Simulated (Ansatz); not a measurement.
## Errors in the atomisation enthalpy at 298 K

8 molecules with oxygen; the atomisation enthalpy at 298 K in kJ/mol, computed less measured. Shapes, held fixed at every level: PBE0-D4/def2-TZVP. Flexible molecules stand in one conformer, not always the lowest. Thermal terms are harmonic and unscaled (PBE0-D4/def2-TZVP); the spin-orbit lowering of the free atoms is taken from their spectra. Programs: Ansatz 0.2.0. Measured values: Active Thermochemical Tables, NIST-JANAF tables.

Levels: A = revPBE/def2-TZVPP; B = r2SCAN/def2-TZVPP; C = BHLYP/STO-3G; D = MP2/def2-SVP.

| molecule | from tabulated heats | A | B | C | D |
| --- | --- | --- | --- | --- | --- |
| NOF (nitrosyl fluoride) | 867 | +94 | +37 | -357 | -37 |
| HOI (SMILES OI) | 635 | -17 | -17 | -121 | -96 |
| SO2 (sulfur dioxide) | 1072 | +7 | +1 | -857 | -160 |
| B(OH)O (oxoborinic acid) | 1847 | -29 | -3 | -119 | -17 |
| CHFO (formyl fluoride) | 1646 | +9 | +9 | -198 | -20 |
| H2O2 (hydrogen peroxide) | 1070 | -7 | -9 | -102 | -96 |
| CH3O (hydroxymethyl radical) | 1636 | -12 | +14 | +78 | -85 |
| H3NO (hydroxylamine) | 1419 | -12 | -18 | -73 | -133 |

(1) Sum up the errors.

Results:

(1) 
```csv
level,kind,mean error,mean absolute error,worst case
revPBE/def2-TZVPP,GGA,+4.1,23.4,NOF
r2SCAN/def2-TZVPP,meta-GGA,+1.8,13.5,NOF
BHLYP/STO-3G,global hybrid,-218.6,238.1,SO2
MP2/def2-SVP,perturbation theory,-80.5,80.5,SO2
```

On this set r2SCAN/def2-TZVPP has the smallest mean absolute error and BHLYP/STO-3G the largest. BHLYP/STO-3G is too low in 7 of 8; MP2/def2-SVP is too low in 8 of 8. The molecules' own spin-orbit binding is left out, so errors for heavy halides read too negative. Heats of the atoms come from ATcT where it has them, that of boron, 570 kJ/mol, from recent work. The levels differ in basis as well as in method. The tabulated values of NOF, B(OH)O are in doubt (older tables, estimates, or at odds with other calculations) and kept here. Over the 6 molecules whose values aren't doubted the mean absolute errors are A 10.7; B 11.3; C 238.2; D 98.3. Correlated wave functions converge slowly with the basis. Open shells run unrestricted. For atoms past krypton def2 sets carry core potentials with scalar relativity. All-electron rows are non-relativistic unless named. Outer-core shells of I are correlated, in sets that cover them unevenly. The set is small.

The apparent lead of r2SCAN over revPBE rests largely on NOF. Without the two doubted reference values, their mean absolute errors are 11.3 and 10.7, too close to rank the functionals.

The collapse of BHLYP/STO-3G is greatest for SO2, at -857. A minimal basis gives sulfur no d polarisation functions, which its short, strongly polar bonds to oxygen need, and the large share of exact exchange probably weakens the binding further. The hydroxymethyl radical breaks the pattern at +78. STO-3G hydrogen is contracted to suit molecules, which leaves the free atom too high in energy and adds spurious binding for each hydrogen, here probably outweighing the missing polarisation.

The uniform underbinding of MP2/def2-SVP suggests that its small basis recovers too little of the extra pair correlation created when bonds form. The modest error for CHFO, -20, probably reflects partial cancellation, as MP2 tends to overbind multiple bonds near its basis limit. These deficits are therefore no measure of MP2's intrinsic accuracy.
